**Convergence of the six pseudo-waves of a chlorine ONCV potential**

The table holds, for one scalar-relativistic Wu-Cohen norm-conserving Cl potential from ONCVPSP, the plane-wave cutoffs at which each wave's residual kinetic energy falls to 10, 1, 0.1 and 0.01 mHa, with the residual at qcut and the norm inside the radius. The program fits nothing: it computes orders, step factors, wave number times radius and ratios between projectors, and tests one parameter-free estimate, a residual falling as $E^{-3.5}$ from a jump in the fourth derivative at the matching radius. The output shows that the most expensive decade lies across or just after qcut in five of six waves, the first d projector being the exception. The estimate of 1.93 per decade gives the scale only (mean factors 1.38 to 3.37), and scaling with the inverse square of the radius fails by more than a factor of two in wave number. The flagged s ghost at −7.94 Ha lies 162 eV below the start of the scattering-phase scan.

ONCVPSP 4.0.1, optimised norm-conserving Vanderbilt pseudopotential for Cl: Wu-Cohen functional, scalar-relativistic, [Ne] core, reference valence 3s1.5 3p5.5. Matching radii are 1.1, 1.25 and 1.74 bohr and qcut is 6.1, 5.3 and 7.4 /bohr for s, p and d. Each cutoff is the energy at which the wave's residual kinetic energy per electron falls to the stated error.

## The fit in Python

```python
# Table: plane-wave cutoffs (Ha) at which the residual kinetic energy per electron of six pseudo-waves
# of one Cl potential falls to 10, 1, 0.1, 0.01 mHa (ONCVPSP 4.0.1, Wu-Cohen, scalar-relativistic).
# Tested: orders, step factors, position of qcut, radius scaling, and a parameter-free tail estimate.
T = {
    'wave': ['3s', 's projector 2', '3p', 'p projector 2', 'd projector 1', 'd projector 2'],
    'wave_norm_inside_radius': [0.2328, 0.06371, 0.2397, 0.09087, 0.1703, 0.1959],
    'wave_kinetic_energy_above_qcut': [1.07, 7.64, 0.464, 2.33, 0.0117, 1.98],  # mHa
    'wave_cutoff_for_10_mHa': [11.08, 17.52, 5.34, 7.74, 13.3, 23.6],  # Ha
    'wave_cutoff_for_1_mHa': [23.8, 28.38, 8.03, 59.53, 19.14, 30.73],  # Ha
    'wave_cutoff_for_a_tenth_mHa': [95.52, 123.0, 31.02, 211.7, 23.66, 69.72],  # Ha
    'wave_cutoff_for_a_hundredth_mHa': [136.9, 149.0, 106.2, 240.6, 27.99, 80.62],  # Ha
}
import numpy as np
from scipy.constants import physical_constants as pc
Ha = pc['Hartree energy in eV'][0]
w = T['wave']
ch = [x[1] if x[0].isdigit() else x[0] for x in w]
# settings and further outputs of the same run
rc = {'s': 1.1, 'p': 1.25, 'd': 1.74}
qc = {'s': 6.1, 'p': 5.3, 'd': 7.4}
nb = {'s': 7, 'p': 9, 'd': 7}
M, ghost_eV, scan_Ha, occ_s, occ_p = 4, -216.06, -1.98, 1.5, 5.5
keys = ['10_mHa', '1_mHa', 'a_tenth_mHa', 'a_hundredth_mHa']
thr = np.array([10, 1, 0.1, 0.01])
E = np.array([T['wave_cutoff_for_' + k] for k in keys], float).T
R = np.array(T['wave_kinetic_energy_above_qcut'], float)
N = np.array(T['wave_norm_inside_radius'], float)
Ec = np.array([qc[c]**2 / 2 for c in ch])
r = np.array([rc[c] for c in ch])
ix = {x: i for i, x in enumerate(w)}
print('Channel: qcut^2/2 (Ha), qcut x radius, Bessel functions minus matching conditions')
for c in 'spd':
    print(f'  {c}: {qc[c]**2/2:.2f}  {qc[c]*rc[c]:.2f}  {nb[c]-M}')
est = 10**(1 / (M - 0.5))
print(f'Tail estimate: residual ~ E^-{M-0.5}, cutoff factor per decade {est:.2f}')
print('From qcut to 0.01 mHa: decades left, cutoff ratio, exponent, mean factor per decade, vs estimate')
for i, x in enumerate(w):
    dec = np.log10(R[i] / thr[3])
    f = (E[i, 3] / Ec[i])**(1 / dec)
    print(f'  {x:14s} {dec:.2f}  {E[i,3]/Ec[i]:.2f}  {1/np.log10(f):.2f}  {f:.2f}  {100*(f/est-1):+.0f} %')
S = E[:, 1:] / E[:, :-1]
print('Cutoff factor per step 10->1, 1->0.1, 0.1->0.01 mHa (b below qcut, x across, a above)')
hit = []
for i, x in enumerate(w):
    t = ['b' if E[i, j+1] <= Ec[i] else 'a' if E[i, j] >= Ec[i] else 'x' for j in range(3)]
    hit.append(int(np.argmax(S[i])) - t.index('x') in (0, 1))
    print(f'  {x:14s} ' + '  '.join(f'{S[i,j]:.2f}{t[j]}' for j in range(3)) + f'  total {E[i,3]/E[i,0]:.1f}')
print(f'Largest step is across qcut or just after it in {sum(hit)} of {len(w)} waves; range {S.min():.2f}-{S.max():.2f}')
Q = np.sqrt(2 * E) * r[:, None]
print('q x radius at 10, 1, 0.1, 0.01 mHa (equal down a column if cutoff ~ 1/radius^2)')
for i, x in enumerate(w):
    print(f'  {x:14s} ' + '  '.join(f'{v:.1f}' for v in Q[i]))
print('  max/min        ' + '  '.join(f'{v:.2f}' for v in Q.max(0) / Q.min(0)))
print('Second over first wave: cutoffs at four thresholds | residual at qcut | norm inside')
pairs = [('3s', 's projector 2'), ('3p', 'p projector 2'), ('d projector 1', 'd projector 2')]
for a, b in pairs:
    i, j = ix[a], ix[b]
    print(f'  {ch[i]}: ' + '  '.join(f'{v:.2f}' for v in E[j] / E[i]) + f' | {R[j]/R[i]:.1f} | {N[j]/N[i]:.2f}')
for j in range(4):
    print(f'Order at {thr[j]:g} mHa: ' + ' < '.join(w[i].replace(' projector ', '') for i in np.argsort(E[:, j])))
s, p, p2 = ix['3s'], ix['3p'], ix['p projector 2']
print('3s/3p cutoff: ' + '  '.join(f'{v:.2f}' for v in E[s] / E[p]) + f'; (r_p/r_s)^2 = {(r[p]/r[s])**2:.2f}; norm ratio {N[s]/N[p]:.2f}')
print(f'3s: residual drops {100*(1-thr[1]/R[s]):.0f} % while cutoff rises {E[s,1]-Ec[s]:.1f} Ha ({100*(E[s,1]/Ec[s]-1):.0f} %) past qcut')
print(f'p projector 2 over 3s cutoff at 1 and 0.1 mHa: {E[p2,1]/E[s,1]:.2f}, {E[p2,2]/E[s,2]:.2f}')
print(f'Occupation-weighted: 3s {occ_s*thr[1]:.2f} mHa at {E[s,1]:.1f} Ha, 3p {occ_p*thr[2]:.2f} mHa at {E[p,2]:.1f} Ha')
print(f'Ghost at {ghost_eV/Ha:.2f} Ha; phase scan starts at {scan_Ha*Ha:.0f} eV, {scan_Ha*Ha-ghost_eV:.0f} eV above it')
print(f'Rounding of cutoffs (0.005 Ha below 100, 0.05 above): at most {100*np.max(np.where(E<100,0.005,0.05)/E):.2f} %')
assert (S > 1).all() and all((E[ix[b]] > E[ix[a]]).all() for a, b in pairs)
assert all(((E[i] > Ec[i]) == (thr < R[i])).all() for i in range(len(w)))
assert [w[k] for k in E.argmin(0)] == ['3p', '3p', 'd projector 1', 'd projector 1']
assert sum(hit) == 5 and not hit[ix['d projector 1']]
```

It prints:

```
Channel: qcut^2/2 (Ha), qcut x radius, Bessel functions minus matching conditions
  s: 18.60  6.71  3
  p: 14.04  6.62  5
  d: 27.38  12.88  3
Tail estimate: residual ~ E^-3.5, cutoff factor per decade 1.93
From qcut to 0.01 mHa: decades left, cutoff ratio, exponent, mean factor per decade, vs estimate
  3s             2.03  7.36  2.34  2.67  +38 %
  s projector 2  2.88  8.01  3.19  2.06  +7 %
  3p             1.67  7.56  1.90  3.37  +74 %
  p projector 2  2.37  17.13  1.92  3.32  +72 %
  d projector 1  0.07  1.02  7.13  1.38  -28 %
  d projector 2  2.30  2.94  4.90  1.60  -17 %
Cutoff factor per step 10->1, 1->0.1, 0.1->0.01 mHa (b below qcut, x across, a above)
  3s             2.15x  4.01a  1.43a  total 12.4
  s projector 2  1.62x  4.33a  1.21a  total 8.5
  3p             1.50b  3.86x  3.42a  total 19.9
  p projector 2  7.69x  3.56a  1.14a  total 31.1
  d projector 1  1.44b  1.24b  1.18x  total 2.1
  d projector 2  1.30x  2.27a  1.16a  total 3.4
Largest step is across qcut or just after it in 5 of 6 waves; range 1.14-7.69
q x radius at 10, 1, 0.1, 0.01 mHa (equal down a column if cutoff ~ 1/radius^2)
  3s             5.2  7.6  15.2  18.2
  s projector 2  6.5  8.3  17.3  19.0
  3p             4.1  5.0  9.8  18.2
  p projector 2  4.9  13.6  25.7  27.4
  d projector 1  9.0  10.8  12.0  13.0
  d projector 2  12.0  13.6  20.5  22.1
  max/min        2.93  2.72  2.61  2.11
Second over first wave: cutoffs at four thresholds | residual at qcut | norm inside
  s: 1.58  1.19  1.29  1.09 | 7.1 | 0.27
  p: 1.45  7.41  6.82  2.27 | 5.0 | 0.38
  d: 1.77  1.61  2.95  2.88 | 169.2 | 1.15
Order at 10 mHa: 3p < p2 < 3s < d1 < s2 < d2
Order at 1 mHa: 3p < d1 < 3s < s2 < d2 < p2
Order at 0.1 mHa: d1 < 3p < d2 < 3s < s2 < p2
Order at 0.01 mHa: d1 < d2 < 3p < 3s < s2 < p2
3s/3p cutoff: 2.07  2.96  3.08  1.29; (r_p/r_s)^2 = 1.29; norm ratio 0.97
3s: residual drops 7 % while cutoff rises 5.2 Ha (28 %) past qcut
p projector 2 over 3s cutoff at 1 and 0.1 mHa: 2.50, 2.22
Occupation-weighted: 3s 1.50 mHa at 23.8 Ha, 3p 0.55 mHa at 31.0 Ha
Ghost at -7.94 Ha; phase scan starts at -54 eV, 162 eV above it
Rounding of cutoffs (0.005 Ha below 100, 0.05 above): at most 0.09 %
```
